**Forecasting three orbitals of In⁴⁺ from the other eleven**

The table holds orbital energies and radial averages of In⁴⁺ ([Kr] 4d⁹) from four-component Dirac–Coulomb Hartree–Fock theory, averaged over the configuration and without electron correlation. The program forecasts 4p₃/₂ by carrying a small shift in the principal quantum number over from the 3p pair. It forecasts the 4d pair by extrapolating hydrogen-like effective charges in two ways. The 4p₃/₂ radius is met within 0.3%, while its energy misses by 0.5 eV, more than the error bar. The 4d energies and their splitting fall within their bars, but the 4d mean radii come out 9 to 10% larger than forecast, about twice the bar.

B-spline radial atomic code, version 1: all-electron four-component Dirac-Coulomb Hartree-Fock for the In4+ ion (Z = 49, [Kr] 4d9), averaged over the configuration, with a Fermi nucleus and at the radial basis-set limit. Electron counts for an nl shell include both j values. ε is the orbital energy, and r_max is where the radial probability density peaks.

## Script

```python
# Table: orbital energies and radial moments of In4+ [Kr]4d9, B-spline radial code, Dirac-Coulomb
# Hartree-Fock, configuration average. Tested: hydrogenic Zeff vs Slater, phase-shift model of the
# j splitting, two Zeff extrapolations in l; forecasts of the withheld rows from known rows only.
T = {
    'orbital': ['1s1/2', '2s1/2', '2p1/2', '2p3/2', '3s1/2', '3p1/2', '3p3/2', '3d3/2', '3d5/2', '4s1/2', '4p1/2', '4p3/2', '4d3/2', '4d5/2'],
    'n': [1, 2, 2, 2, 3, 3, 3, 3, 3, 4, 4, 4, 4, 4],
    'l': [0, 0, 1, 1, 0, 1, 1, 2, 2, 0, 1, 1, 2, 2],
    'nl_electrons': [2, 2, 6, 6, 2, 6, 6, 10, 10, 2, 6, 6, 9, 9],
    'e': [-28153, -4346.9, -4044.8, -3833.0, -903.57, -780.48, -741.04, -525.65, -517.69, -191.97, -149.39, -142.32, -74.908, -73.905],  # eV
    'r': [0.029706, 0.12793, 0.10856, 0.11378, 0.34645, 0.33811, 0.3488, 0.32141, 0.32488, 0.84874, 0.89814, 0.92432, 1.0975, 1.1099],  # bohr
    'r_max': [0.01922, 0.1086, 0.08393, 0.08833, 0.3147, 0.3018, 0.3116, 0.2567, 0.2596, 0.7703, 0.7998, 0.8227, 0.9135, 0.9232],  # bohr
    'inv_r': [51.859, 12.023, 11.967, 11.185, 4.2502, 4.1484, 3.9608, 3.7886, 3.7396, 1.6242, 1.5126, 1.458, 1.1996, 1.1841],  # 1/bohr
    'r2': [0.001194, 0.01936, 0.01449, 0.01579, 0.1373, 0.1328, 0.1412, 0.1227, 0.1252, 0.8135, 0.9187, 0.9728, 1.408, 1.44],  # bohr²
}
HELD = [11, 12, 13]  # rows withheld from the fit
import numpy as np
from scipy.constants import physical_constants as pc
from scipy.special import eval_genlaguerre as Lg
Ry = pc['Rydberg constant times hc in eV'][0]
ix = {o: i for i, o in enumerate(T['orbital'])}
P = {'e': 2, 'r': -1, 'r_max': -1, 'inv_r': 1, 'r2': -2}  # |X| = H(n,l) * Z^p
U = {'e': 'eV', 'r': 'bohr', 'r_max': 'bohr', 'inv_r': '1/bohr', 'r2': 'bohr2'}
SF = {'e': 5, 'r': 5, 'r_max': 4, 'inv_r': 5, 'r2': 4}
x = np.linspace(1e-3, 60, 120001)
def H(k, n, l):
    if k == 'r_max':
        return x[np.argmax((x**(l+1)*np.exp(-x/n)*Lg(n-l-1, 2*l+1, 2*x/n))**2)]
    L = l*(l+1)
    return {'e': Ry/n**2, 'r': (3*n*n-L)/2, 'inv_r': 1/n**2, 'r2': n*n*(5*n*n+1-3*L)/2}[k]
V = lambda k, o: abs(T[k][ix[o]])
Zf = lambda k, n, l, v: (v/H(k, n, l))**(1/P[k])
av = lambda a, b, l: (l*a+(l+1)*b)/(2*l+1)
Z = 49
SL = {(1, 0): Z-.3, (2, 0): Z-7*.35-2*.85, (3, 0): Z-7*.35-8*.85-2, (3, 1): Z-9*.35-18,
      (4, 0): Z-7*.35-18*.85-10, (4, 1): Z-8*.35-36}
print('known rows, Zeff from: e r r_max inv_r r2 | Slater')
for i, o in enumerate(T['orbital']):
    if i not in HELD:
        n, l = int(T['n'][i]), int(T['l'][i])
        print(o, ' '.join('%.2f' % Zf(k, n, l, V(k, o)) for k in P), '| %.2f' % SL[(n, l//2)])
D2, D3 = V('e', '2p1/2')-V('e', '2p3/2'), V('e', '3p1/2')-V('e', '3p3/2')
print('split eV: 2p %.1f 3p %.2f (1/n^3 from 2p: %.1f) 3d %.2f' % (D2, D3, D2*8/27, V('e', '3d3/2')-V('e', '3d5/2')))
assert all(V('e', a) > V('e', b) and V('r', a) < V('r', b) for a, b in [('2p1/2', '2p3/2'), ('3p1/2', '3p3/2'), ('3d3/2', '3d5/2')])
assert 2/3 < (D3/V('e', '3p1/2'))/(D2/V('e', '2p1/2')) < 1.05
assert Zf('r', 3, 0, V('r', '3s1/2')) > Zf('r', 4, 0, V('r', '4s1/2')) > SL[(4, 0)]
pred, sd, l2 = {}, {}, []
print('p model: s2 s3 s3/s2 (1/n: 0.667) | dlnX/dn n=2,3,4 | delta2 delta3 | s4 +- bar')
for k in P:
    g = np.polyval(np.polyder(np.polyfit([2, 3, 4], np.log([V(k, '%dp1/2' % n) for n in (2, 3, 4)]), 2)), [2, 3, 4])
    s2, s3 = [np.log(V(k, '%dp3/2' % n)/V(k, '%dp1/2' % n)) for n in (2, 3)]
    d2, d3 = s2/g[0], s3/g[1]
    s4, b4 = d3*g[2], abs((d3-d2)*g[2])
    print('%s %.4f %.4f %.3f | %.3f %.3f %.3f | %.4f %.4f | %.4f %.4f' % (k, s2, s3, s3/s2, *g, d2, d3, s4, b4))
    p = V(k, '4p1/2')*np.exp(s4)
    pred[k, '4p3/2'] = (p, p*b4)
    a3 = Zf(k, 3, 0, V(k, '3s1/2')); a4 = Zf(k, 4, 0, V(k, '4s1/2'))
    p3 = Zf(k, 3, 1, av(V(k, '3p1/2'), V(k, '3p3/2'), 1)); p4 = Zf(k, 4, 1, av(V(k, '4p1/2'), p, 1))
    c3 = Zf(k, 3, 2, av(V(k, '3d3/2'), V(k, '3d5/2'), 2))
    step = 2*(np.log(p4/p3)-np.log(a4/a3)); k3 = (p3-c3)/(a3-p3)
    ZA, ZB = c3*p4/p3*np.exp(step), p4-k3*(a4-p4)
    rel = abs(P[k])*np.hypot(np.log(ZA/ZB)/2, step/2); c = H(k, 4, 2)*(ZA*ZB)**(P[k]/2)
    sd[k] = np.log(V(k, '3d5/2')/V(k, '3d3/2'))
    pred[k, '4d3/2'] = (c*np.exp(-.6*.875*sd[k]), c*rel); pred[k, '4d5/2'] = (c*np.exp(.4*.875*sd[k]), c*rel)
    pred[k, 'c'] = (c, rel)
    zc = Zf(k, 4, 2, av(V(k, '4d3/2'), V(k, '4d5/2'), 2)); zp = Zf(k, 4, 1, av(V(k, '4p1/2'), V(k, '4p3/2'), 1))  # reveal only
    l2.append('%s %.2f %.2f %.2f | %.4g %.1f%% | %.4g || %.2f %.2f' % (k, ZA, ZB, k3, c, 100*rel, H(k, 4, 2)*SL[(4, 1)]**P[k], zc, (zp-zc)/(a4-zp)))
print('4d centre: ZA ZB k(n=3) | |X| bar | Slater |X| (Z=%.2f) || computed Zeff, k(n=4)' % SL[(4, 1)])
print('\n'.join(l2))
print('reveal: row, quantity, forecast +- bar, computed, miss, miss %, miss/bar, rounding floor')
for i in HELD:
    o = T['orbital'][i]
    for k in P:
        sg = -1 if k == 'e' else 1
        p, b = pred[k, o]; v = T[k][i]; m = v-sg*p
        print('%s %s[%s] %.4g +- %.2g, %.5g, %+.3g, %+.1f%%, %+.2f, %.0e' % (o, k, U[k], sg*p, b, v, m, 100*m/p, m/b, .5*10**(np.floor(np.log10(abs(v)))-SF[k]+1)))
print('4p split eV: forecast %.2f +- %.2f, computed %.2f' % (V('e', '4p1/2')-pred['e', '4p3/2'][0], pred['e', '4p3/2'][1], V('e', '4p1/2')-V('e', '4p3/2')))
f = pred['e', '4d3/2'][0]-pred['e', '4d5/2'][0]
print('4d split eV: forecast %.2f +- %.2f, computed %.3f' % (f, f*np.hypot(1/7, pred['e', 'c'][1]), V('e', '4d3/2')-V('e', '4d5/2')))
print('s(4d)/s(3d), forecast 0.875 +- 0.125:', ' '.join('%s %.2f' % (k, np.log(V(k, '4d5/2')/V(k, '4d3/2'))/sd[k]) for k in P))
```

Printed output:

```
known rows, Zeff from: e r r_max inv_r r2 | Slater
1s1/2 45.49 50.49 52.03 51.86 50.13 | 48.70
2s1/2 35.75 46.90 48.21 48.09 46.58 | 44.85
2p1/2 34.48 46.06 47.66 47.87 45.50 | 44.85
2p3/2 33.57 43.94 45.28 44.74 43.59 | 44.85
3s1/2 24.45 38.97 41.55 38.25 38.83 | 37.75
3p1/2 22.72 36.97 39.76 37.34 36.82 | 37.75
3p3/2 22.14 35.84 38.51 35.65 35.70 | 37.75
3d3/2 18.65 32.67 35.06 34.10 32.05 | 27.85
3d5/2 18.51 32.32 34.67 33.66 31.72 | 27.85
4s1/2 15.03 28.28 31.96 25.99 28.22 | 21.25
4p1/2 13.25 25.61 29.48 24.20 25.56 | 21.25
split eV: 2p 211.8 3p 39.44 (1/n^3 from 2p: 62.8) 3d 7.96
p model: s2 s3 s3/s2 (1/n: 0.667) | dlnX/dn n=2,3,4 | delta2 delta3 | s4 +- bar
e -0.0538 -0.0519 0.964 | -1.641 -1.649 -1.657 | 0.0328 0.0314 | -0.0521 0.0022
r 0.0470 0.0311 0.663 | 1.216 1.057 0.897 | 0.0386 0.0295 | 0.0264 0.0082
r_max 0.0511 0.0320 0.625 | 1.432 1.127 0.822 | 0.0357 0.0283 | 0.0233 0.0060
inv_r -0.0676 -0.0463 0.685 | -1.085 -1.034 -0.984 | 0.0623 0.0447 | -0.0440 0.0173
r2 0.0859 0.0613 0.714 | 2.356 2.075 1.793 | 0.0365 0.0296 | 0.0530 0.0124
4d centre: ZA ZB k(n=3) | |X| bar | Slater |X| (Z=10.20) || computed Zeff, k(n=4)
e 9.75 9.46 1.79 | 78.46 10.9% | 88.47 || 9.35 1.87
r 20.68 20.92 1.36 | 1.01 4.4% | 2.059 || 19.01 1.94
r_max 24.42 24.46 1.56 | 0.868 3.1% | 2.08 || 23.07 1.93
inv_r 20.05 20.62 1.16 | 1.271 4.8% | 0.6375 || 19.04 1.93
r2 20.33 20.35 1.52 | 1.218 8.6% | 4.844 || 18.79 1.99
reveal: row, quantity, forecast +- bar, computed, miss, miss %, miss/bar, rounding floor
4p3/2 e[eV] -141.8 +- 0.31, -142.32, -0.515, -0.4%, -1.65, 5e-03
4p3/2 r[bohr] 0.9222 +- 0.0076, 0.92432, +0.00212, +0.2%, +0.28, 5e-06
4p3/2 r_max[bohr] 0.8187 +- 0.0049, 0.8227, +0.00404, +0.5%, +0.82, 5e-05
4p3/2 inv_r[1/bohr] 1.447 +- 0.025, 1.458, +0.0105, +0.7%, +0.42, 5e-05
4p3/2 r2[bohr2] 0.9687 +- 0.012, 0.9728, +0.00408, +0.4%, +0.34, 5e-05
4d3/2 e[eV] -79.09 +- 8.5, -74.908, +4.18, +5.3%, +0.49, 5e-04
4d3/2 r[bohr] 1.004 +- 0.044, 1.0975, +0.0936, +9.3%, +2.12, 5e-05
4d3/2 r_max[bohr] 0.8629 +- 0.027, 0.9135, +0.0506, +5.9%, +1.88, 5e-05
4d3/2 inv_r[1/bohr] 1.28 +- 0.06, 1.1996, -0.0801, -6.3%, -1.33, 5e-05
4d3/2 r2[bohr2] 1.205 +- 0.11, 1.408, +0.203, +16.8%, +1.93, 5e-04
4d5/2 e[eV] -78.04 +- 8.5, -73.905, +4.14, +5.3%, +0.48, 5e-04
4d5/2 r[bohr] 1.013 +- 0.044, 1.1099, +0.0965, +9.5%, +2.18, 5e-05
4d5/2 r_max[bohr] 0.8714 +- 0.027, 0.9232, +0.0518, +5.9%, +1.93, 5e-05
4d5/2 inv_r[1/bohr] 1.265 +- 0.06, 1.1841, -0.0811, -6.4%, -1.34, 5e-05
4d5/2 r2[bohr2] 1.226 +- 0.11, 1.44, +0.214, +17.4%, +2.03, 5e-04
4p split eV: forecast 7.59 +- 0.31, computed 7.07
4d split eV: forecast 1.05 +- 0.19, computed 1.003
s(4d)/s(3d), forecast 0.875 +- 0.125: e 0.88 r 1.05 r_max 0.94 inv_r 1.00 r2 1.11
```
